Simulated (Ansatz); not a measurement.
# Sc₃Al films: biaxial stress and wafer bow

Plane-wave DFT in Ansatz, PBEsol, scalar-relativistic PAW potentials, cutoff 420 eV, no spin-orbit coupling; no spin polarisation. Sc₃Al in space group Pm-3m, a structure that wasn't matched to a measured phase, strained equally along a and b of the conventional cell, with c and the atoms relaxed within the symmetry (a film with c along the normal). Stress is the in-plane mean, tension positive.

| strain (%) | stress (GPa) | E − E(0) (meV/atom) |
| --- | --- | --- |
| -6.0 | -9.01 | 65.4 |
| -4.0 | -5.58 | 27.9 |
| -2.0 | ? | 6.7 |
| +0.0 | 0.00 | 0.0 |
| +2.0 | 2.23 | 6.1 |
| +4.0 | 4.06 | 23.0 |
| +6.0 | 5.44 | 48.4 |

Fit the stress, get the biaxial modulus and predict the missing row.

A parabola through the given rows is σ = 0.02 + 1.204 ε -0.0499 ε² GPa (ε in %), so M = dσ/dε = 120 GPa at zero. It predicts -2.59 GPa at -2.0 %; the run gave -2.61 GPa. The miss is 0.02 GPa, so the fit holds. The negative square term means that the film is stiffer in compression than in tension. The energies check it: E/V = Mε² at small strain, and a cubic fit with V = 20.93 Å³/atom gives M = 121 GPa, in agreement.

How much does a 20 nm film at +0.5 % strain bow a 300 mm Si(001) wafer 775 μm thick?

The fit, without its small constant, gives σ = 0.59 GPa. Stoney's formula, κ = 6σt_f/(M_s t_s²) with M_s = 180.5 GPa for Si(001) (literature), gives |κ| = 0.65×10⁻³ m⁻¹ and a bow κr²/2 = 7.3 μm at r = 150 mm, with the film side concave (tension pulls the edges up). This assumes a single-crystal or fully textured, unrelaxed film at 0 K.

The cell has no gap in any row, so the stresses hang on mesh and smearing.

Cost: about 9.3 core-minutes for the runs cited, on AMD EPYC 7R43 (Zen 3) (shared hosts).

In every pair of equal and opposite strains, compression costs more energy and produces the larger stress. This is ordinary bond anharmonicity: overlap repulsion rises steeply as the atoms are pushed together in the plane, while the attraction weakens as they are drawn apart. Relaxation along c relieves part of the load but doesn't remove the asymmetry. The tensile stress is still rising at +6.0 %, so the film doesn't reach its maximum stress along this path.

The modulus of 120 GPa is well below the 180.5 GPa of Si(001). This probably reflects scandium's sparsely filled d band, which leaves many bonding states empty, against the stiff, directional covalent network of silicon. At +0.5 % strain the linear term dominates, so the predicted bow depends mainly on the modulus and the assumed mismatch, and hardly on the curvature of the fit. The modulus belongs to a film with a cube axis along the normal, and a (111) texture, common in close-packed metal films, could give a different bow at the same strain.
